The molecule is a short chain, CH₃–BH–CH₂–CH(CH₃)–CH(CH₃)₂, numbered from the methyl group on boron. Its three torsions are the turns about the bond from boron to the CH₂ group, about the next C–C bond, and about the bond to the isopropyl group. A torsion near 0° is called syn, one near 60° in either direction gauche, and one near 180° anti.

PySCF 2.14.0 and tblite 0.8.0, gas-phase (R)-CH₃–BH–CH₂–CH(CH₃)–CH(CH₃)₂: PBE0-D3(BJ)/6-31G(d) energies at GFN2-xTB geometries. Free energies and weights at 298.15 K combine these DFT energies with GFN2-xTB quasi-harmonic terms. Torsions are C1–B2–C3–C4, B2–C3–C4–C5 and C3–C4–C6–C7, where C5 is the methyl branch and C6 the isopropyl CH.

```
number  torsions in degrees  GFN2-xTB energy above its lowest (kcal/mol)  DFT energy above the lowest (kcal/mol)  free energy above the lowest (kcal/mol)  weight (%)
     1        (-157,69,-52)                                        0.090                                   0.030                                    0.000      21.600
     2        (-159,68,165)                                        0.200                                   0.130                                    0.120      17.600
     3        (152,172,163)                                        0.000                                   0.060                                    0.190      15.700
     4          (16,70,-51)                                        0.470                                   0.000                                    0.220      15.000
     5          (14,70,166)                                        0.580                                   0.050                                    0.250      14.200
     6        (-21,170,161)                                        0.390                                   0.120                                    0.510       9.200
     7        (-160,-69,54)                                        0.670                                   0.590                                    0.680       6.800
```

1. Down the whole weight column: does one shape dominate?

No. The weight w of a shape follows from its free energy G above the lowest:

w ∝ exp(−G/RT)

Here RT is the thermal energy, 0.59 kcal/mol at room temperature. If the gaps in G were much larger than RT, row 1 would hold nearly everything; if they were much smaller, each of the seven shapes would hold 14 %. The column lies nearer the second limit, running from 22 % in row 1 to 7 % in row 7.

2. Rows 1 to 3 against rows 4 to 6: how can the chain lie beside the methyl group on boron?

Rows 4, 5 and 6 are essentially rows 1, 2 and 3 after a half-turn about the B–C bond. The methyl group on boron, roughly anti to the chain's next carbon in the upper three, comes within 14 to 21° of syn in the lower three. In butane, the simplest carbon chain, syn is the top of a barrier, because three pairs of bonds eclipse each other at once. Replacing boron by a tetrahedral carbon would bring that barrier back.

Boron with three neighbours is planar, so near syn only one pair of bonds comes close to eclipsing. The two C–H bonds of the CH₂ group then lie on either side of the plane, where they can donate electrons into boron's empty p orbital. The geometry is compatible with this picture: seen along the B–C bond and with ideal angles, one C–H bond lies within 16° of that orbital's axis in every row. But the small twist that brings it there turns the other C–H bond away, so the angles alone are no proof. The donation itself is argued from theory, not measured here.

3. Same rows, energy columns: does the methyl group prefer one side?

Consider the limit in which boron's other two neighbours are identical. A half-turn would then merely exchange them and cost nothing. In the real molecule they are a hydrogen atom and a methyl group, so the half-turn decides which of them sits beside the chain. The empty p orbital looks alike from both sides of the plane, which leaves this contact as the main difference.

The two levels of theory judge the contact differently. GFN2-xTB puts the syn shape 0.4 kcal/mol higher in each of the three pairs, whereas the DFT differences stay below 0.1 kcal/mol and change sign. The small basis set may contribute: atoms that come close can borrow each other's basis functions, which artificially favours compact shapes. That is a guess, and the table doesn't decide which level is nearer the truth.

4. Row 4 has the lowest DFT energy: why is it only fourth in weight?

Its lead in energy is no larger than the noise to be expected, some hundredths of a kcal/mol according to the data makers' tests on other systems. What moves it down is the rest of the free energy, which comes from molecular vibration and rotation and was computed with GFN2-xTB. This part raises each syn shape by 0.2 to 0.3 kcal/mol relative to its anti partner, enough to cut its weight by about a third. With DFT energies alone, the syn and anti trios would weigh almost the same.

A shape's free energy rises when its atoms have less room to move. The neighbouring methyl group may stiffen the soft twisting motions of the syn shapes, but the vibrations were not examined for this. If GFN2-xTB exaggerates this contact, its free-energy terms could be biased in the same direction as its energies.

5. What would change if GFN2-xTB supplied the energies too?

Rows 1 and 4 show the steps. Row 4 lies 0.22 kcal/mol above row 1 in free energy, made up of −0.03 from DFT and 0.25 from the other terms. Its weight relative to row 1 is therefore

exp(−0.22/0.59) = 0.69

With the GFN2-xTB difference of 0.38 in place of −0.03, the gap becomes 0.63 kcal/mol and the ratio falls by half:

exp(−0.63/0.59) = 0.34

Applied to all seven rows, this exchange lowers the joint weight of the syn rows 4 to 6 from 38 to 24 %. The formula has no adjustable constant, and the printed weights were made with it, so reproducing them checks only the arithmetic. The exchange is the informative step: it shows how strongly the answer depends on the level of theory. The output below gives the weights for each choice.

6. The last row: why does it stand apart?

The likely reason lies one bond further along, where both atoms are tetrahedral carbons and butane is a fair guide. There an end group prefers to be anti to the other, and a gauche contact costs somewhat more than half a kcal/mol. In rows 1, 2, 4 and 5 boron is anti to the isopropyl group and gauche to the methyl branch; in rows 3 and 6 it is the other way round. Only in row 7 is boron gauche to both.

If the boron group behaves like a carbon end group, one extra gauche contact should cost about as much as in butane. Row 7 does lie 0.5 kcal/mol above the mean of rows 1 to 3 in DFT energy, and 0.6 in GFN2-xTB energy. Here, unlike in the syn question, the two levels agree. The comparison rests on a single shape, whose isopropyl group may also be turned differently, so the butane count is a guide rather than a measurement.

7. Back to the weight column: which digits can be trusted?

The decimals can't. An error of 0.05 kcal/mol in the free energy of row 1 alone would shift its weight by more than one percentage point. The choice of energy level matters far more, as the syn rows showed. Even the last place of row 7 is not secure, for with GFN2-xTB energies it draws level with rows 5 and 6.

The set may also be incomplete. In the data makers' tests on other systems, shapes found by the force field were sometimes lost in the GFN2-xTB step. This run records no such loss, but it relaxed only 23 of the 46 distinct force-field shapes with GFN2-xTB, so a gap can't be ruled out. A missing shape could be, for instance, row 7 after a half-turn about the B–C bond. In the three known pairs that turn raises the free energy by 0.22 kcal/mol on average, which would put the eighth shape at 0.68 + 0.22 = 0.90 kcal/mol. It would then take 4 to 5 % of the total. By this extrapolation one such omission would hardly alter the picture, but a missing shape of lower free energy would take a larger share.

A larger limit is chemical. Unhindered dialkylboranes normally pair up through B–H–B bridges, which use the empty p orbital and give boron a fourth neighbour. The weights therefore describe the isolated monomer in the gas phase, not the liquid in a vessel. For that monomer, the finding that holds with either set of energies is that no shape found takes much more than a quarter.

Output of the analysis:

```
Angles in degrees and terms in kcal/mol and weights in %:
  row  C3-C4 off boron plane  nearest C-H off p axis  free-energy term  weight from DFT energy alone  weight with GFN2 energy and same terms
    1                     23                       7             -0.03                          16.5                                    25.4
    2                     21                       9             -0.01                         13.93                                    20.4
    3                     28                       2              0.13                         15.68                                   22.57
    4                     16                      14              0.22                         17.35                                   8.771
    5                     14                      16               0.2                         15.95                                   7.535
    6                     21                       9              0.39                         14.17                                   7.535
    7                     20                      10              0.09                         6.411                                   7.794
RT at 298.15 K in kcal/mol: 0.5925
Largest miss of Boltzmann weights from printed weights in percentage points: 0.09484
GFN2-xTB energy of row 4 less row 1 in kcal/mol: 0.38
GFN2-xTB energy of row 5 less row 2 in kcal/mol: 0.38
GFN2-xTB energy of row 6 less row 3 in kcal/mol: 0.39
DFT energy of row 4 less row 1 in kcal/mol: -0.03
DFT energy of row 5 less row 2 in kcal/mol: -0.08
DFT energy of row 6 less row 3 in kcal/mol: 0.06
Free-energy term of row 4 less row 1 in kcal/mol: 0.25
Free-energy term of row 5 less row 2 in kcal/mol: 0.21
Free-energy term of row 6 less row 3 in kcal/mol: 0.26
Factor on syn weight from the mean free-energy term: 0.6669
Weight of syn rows 4 to 6 as printed in %: 38.4
Weight of anti rows 1 to 3 as printed in %: 54.9
Weight of syn rows from DFT energy alone in %: 47.48
Weight of anti rows 1 to 3 from DFT energy alone in %: 46.11
Weight of syn rows with GFN2-xTB energy and same terms in %: 23.84
Weight of anti rows 1 to 3 with GFN2-xTB energy and same terms in %: 68.37
DFT energy of row 7 above mean of rows 1 to 3 in kcal/mol: 0.5167
GFN2-xTB energy of row 7 above mean of rows 1 to 3 in kcal/mol: 0.5733
Equal share of seven conformers in %: 14.29
Shift of the top weight for an error of 0.05 kcal/mol in percentage points: 1.429
Guessed free energy of a syn partner of row 7 in kcal/mol: 0.9033
Guessed weight of that partner in %: 4.492
```
